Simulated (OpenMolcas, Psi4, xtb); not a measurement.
**A ladder of methods for SnH2F2 (SMILES [F][SnH2][F])**

SnH2F2 has 5 atoms, charge 0, and is taken as a singlet. SMILES: `[F][SnH2][F]`. The shape is that of a PBE0-D4/def2-TZVP optimisation.

```xyz
5

F    -0.3435   -0.3563    1.7414
Sn    0.1289   -0.0732   -0.0862
F    -1.2312    1.1107   -0.7124
H    -0.0874   -1.5471   -0.8891
H     1.5832    0.7921   -0.0950
```

Each level gives the energy change with the Sn2–F3 bond stretched from 1.909 to 2.481 Å (eV). The values are calculated.

| level | kind | program | value (eV) | CPU time (all runs) |
| --- | --- | --- | --- | --- |
| GFN-FF | force field | xtb | 1.15 | under 2 s |
| GFN2-xTB | semi-empirical | xtb | 0.84 | under 2 s |
| HF/def2-SVP (core potential) (unrestricted) | Hartree–Fock | OpenMolcas | 2.04 | 7.1 s |
| SVWN5/def2-SVP (core potential) (restricted) | LDA | Psi4 | 1.71 | 34 s |
| PBE/def2-SVP (core potential) (restricted) | GGA | Psi4 | 1.44 | 48 s |
| M06-L/def2-SVP (core potential) (restricted) | meta-GGA | Psi4 | 1.56 | 65 s |
| PBE0/def2-SVP (core potential) (restricted) | global hybrid | Psi4 | 1.71 | 31 s |

The first shape isn't each level's own minimum. The values span 0.84 to 2.04 eV. Times are those of the runs behind each value, whatever else they computed, on shared processors of several kinds: orders of magnitude only.

Every level makes the Sn–F stretch costly, but they disagree widely on how costly. The resistance comes from a strongly polar σ bond: fluorine draws density from the tin 5s and 5p orbitals, so lengthening the bond weakens both the Coulomb attraction between the partial charges and the remaining covalent overlap. Hartree–Fock gives the steepest rise, at 2.04 eV, probably because it omits the electron correlation that gains weight as the bonding and antibonding σ levels approach each other.

Among the density functionals, PBE gives the softest bond and M06-L lies between it and PBE0. LDA and PBE0 coincide at 1.71 eV, but agreement at a single displacement doesn't show that they describe the bond alike, or that either is accurate. The two cheapest methods both fall below all the others, and GFN2-xTB lies below even the force field, so the results don't follow a simple order of theoretical sophistication. These energies measure resistance to a partial stretch and not the Sn–F dissociation energy, since substantial attraction should remain at 2.481 Å.
